# Taking a proton from hydrogen fluoride

A molecule of hydrogen fluoride in the gas phase gives up its only proton and leaves a fluoride ion behind. The table gives the cost at five levels of theory. The electronic part is the energy difference with the nuclei held still; the deprotonation enthalpy and the gas phase acidity, which is a free energy, add the thermal terms. The HF in the last row's name stands for Hartree-Fock, not for the molecule.

PySCF 2.14.0, non-relativistic gas-phase deprotonation of hydrogen fluoride (neutral singlet) at the levels listed, with structures and thermal terms from PBE0-D3(BJ)/ma-def2-SVP. Enthalpies and acidities (free energies) refer to 298.15 K and 1 bar; the electronic part excludes zero-point and thermal terms. F1 is the fluorine atom that loses the proton.

| level | integration grid level | site or bond (first listed) | site deprotonation enthalpy (kJ/mol) | site gas phase acidity (kJ/mol) | site electronic part (kJ/mol) |
| --- | --- | --- | --- | --- | --- |
| MP2/aug-cc-pVTZ | 2 | F1 | 1541.2 | 1517.1 | 1562.2 |
| PBE0-D3(BJ)/ma-def2-TZVP | 2 | F1 | 1549.2 | 1525.1 | 1570.2 |
| M06-2X/ma-def2-TZVP | 3 | F1 | 1549.3 | 1525.2 | 1570.2 |
| CCSD(T)/aug-cc-pVTZ | 2 | F1 | 1554.4 | 1530.3 | 1575.4 |
| HF/aug-cc-pVTZ | 2 | F1 | 1580.5 | 1556.5 | 1601.5 |

## 1. Which level makes the proton hardest to remove?

Hartree-Fock does, with an electronic part of 1601.5 kJ/mol, and MP2 makes it easiest, with 1562.2 kJ/mol. The two density functionals and CCSD(T) lie between them. The enthalpy and the free energy repeat this pattern because all rows share the same thermal terms. The trend to be explained is therefore purely electronic.

## 2. Why is the cost so large at every level?

The energy does not depend on the path, so the process may be taken in three steps. First the bond is broken into two neutral atoms, which costs the bond energy. Then the hydrogen atom is ionised, and finally its electron is given to the fluorine atom, which returns the electron affinity.

Ionising hydrogen costs 1313 kJ/mol. Rough recalled values are 590 kJ/mol for the bond, counted from the bottom of its energy well, and 330 kJ/mol for the electron affinity. The estimate is then 1313 + 590 − 330, or about 1570 kJ/mol, against 1575.4 kJ/mol from CCSD(T). Inputs rounded to tens explain the size of the cost, but they cannot decide between neighbouring levels.

Five sixths of the CCSD(T) value is thus the price of a bare proton. Fluorine's strong pull on electrons repays only part of it, and the strong bond has to be paid for as well.

## 3. Why is Hartree-Fock only 26 kJ/mol above CCSD(T)?

In Hartree-Fock each electron feels only the average repulsion of the others. Correlation is the energy gained when electrons avoid one another in detail. For a species with ten electrons it is of the order of a thousand kJ/mol, yet CCSD(T) lowers the deprotonation energy by only 26.1 kJ/mol, or 1.6 percent.

The reason is that a proton takes no electrons with it. Hydrogen fluoride and fluoride both hold ten electrons in five pairs, so most of the correlation energy is common to both and cancels. Breaking the bond into neutral atoms would be different, because it separates a pair, and Hartree-Fock is much poorer for such a process.

## 4. Why does the remainder favour the anion?

The sign can be read from the table: correlation makes deprotonation cheaper, so it stabilises fluoride more than the molecule. Theory supplies the reason. Without the proton's attraction the electrons are held more loosely, and the excited configurations through which they avoid one another lie lower in energy. They mix in more strongly and bring a larger gain.

The swelling of the electron cloud is not itself the correlation effect. Hartree-Fock already lets the orbitals of the anion expand. What it leaves out is the additional avoidance within the expanded cloud.

## 5. Why does MP2 go too far?

MP2 lowers the Hartree-Fock value by 39.3 kJ/mol, one and a half times the lowering by CCSD(T). These three rows use the same basis set, so the difference belongs to the methods. MP2 finds the right direction but ends 13.2 kJ/mol below CCSD(T).

MP2 treats the avoidance of each pair to lowest order and ignores how the pairs affect one another. Its gain grows as the excitation energies shrink, and they are expected to be smaller in the anion than in the molecule. This would credit fluoride with too much gain relative to the molecule, which is the direction the table shows. The table gives only the difference of the two errors, not each one. CCSD(T) includes the coupling between pairs and reins in this excess.

## 6. What do the thermal terms add?

The enthalpy lies about 21 kJ/mol below the electronic part. The molecule has a single vibration, and its zero-point energy of 24.7 kJ/mol disappears with the bond. The net change in thermal motion, together with the pressure-volume work of one extra particle, takes back 3.7 kJ/mol. The infrared band listed for the molecule in the same set of runs lies below the stretch of 4129 cm⁻¹ that this zero-point energy implies, and the outputs do not say why. Using that band instead would raise every enthalpy by 2.2 kJ/mol and leave the order unchanged.

The free energy is lower by a further 24 kJ/mol, because one particle becomes two and the freed proton gains translational entropy. That gain is small beside the remaining 1530.3 kJ/mol at the CCSD(T) level, so an isolated molecule does not split into ions at room temperature. Hydrogen fluoride is used to etch silicon oxide in chip making, and any ions in an etching bath owe their existence to the solvent. The gas-phase number is no measure of an etch rate.

## 7. What would change with another basis set or another halogen?

An anion needs diffuse functions, which reach far from the nucleus, and every basis set used here contains them. Without them both species would rise in energy, but the loosely held fluoride would rise more. The proton would then seem too hard to remove.

With chlorine in place of fluorine, the three steps of question 2 give the direction. The ionisation of hydrogen stays the same and the electron affinity changes little, but the bond is much weaker. Hydrogen chloride therefore gives up its proton more easily, although chlorine is the less electronegative element.

## 8. Which digits can be trusted?

The tenths are good for comparing rows that share a basis set, but they are not the accuracy of the result. The 13.2 kJ/mol between MP2 and CCSD(T) is a real difference between methods. It is under one percent of the total, yet it would shift an equilibrium constant at room temperature by more than two powers of ten.

The two functionals agree to within the rounding, although their integration grids differ, and this agreement does not prove either of them right. Both lie 5.2 kJ/mol below CCSD(T), but they were run in a different basis set, so this gap mixes the functional with the basis. No model was fitted to any row; the differences used here are printed below the text.

Two further calculations would separate the causes: the functionals in the basis set of the CCSD(T) row, and CCSD(T) in a larger one. Until then it remains open how much of the 5 kJ/mol is the functionals' own error.

The analysis program printed:

```
Differences in kJ/mol:
                       row  electronic part less CCSD(T)  enthalpy less electronic part  free energy less enthalpy
           MP2/aug-cc-pVTZ                         -13.2                            -21                      -24.1
  PBE0-D3(BJ)/ma-def2-TZVP                          -5.2                            -21                      -24.1
       M06-2X/ma-def2-TZVP                          -5.2                          -20.9                      -24.1
       CCSD(T)/aug-cc-pVTZ                             0                            -21                      -24.1
            HF/aug-cc-pVTZ                          26.1                            -21                        -24
Correlation lowering by CCSD(T) from Hartree-Fock in kJ/mol: 26.1
Correlation lowering by MP2 from Hartree-Fock in kJ/mol: 39.3
MP2 below CCSD(T) in kJ/mol: 13.2
MP2 lowering divided by CCSD(T) lowering: 1.506
CCSD(T) lowering in percent of the Hartree-Fock electronic part: 1.63
PBE0 below CCSD(T) with a different basis in kJ/mol: 5.2
Ionisation energy of a hydrogen atom in kJ/mol: 1313
Rest of the CCSD(T) electronic part (bond energy less electron affinity) in kJ/mol: 262.7
Ionisation of hydrogen in percent of the CCSD(T) electronic part: 83.33
Three halves RT in kJ/mol: 3.718
Zero-point energy implied by the enthalpy shift in kJ/mol: 24.7
Harmonic stretch implied by it in 1/cm: 4129
Rise of every enthalpy if the listed band were used in kJ/mol: 2.185
Entropy gain implied by the free energy shift in J/(mol K): 80.76
Free energy that changes an equilibrium constant tenfold at 298.15 K in kJ/mol: 5.708
Powers of ten in the equilibrium constant between MP2 and CCSD(T): 2.313
```
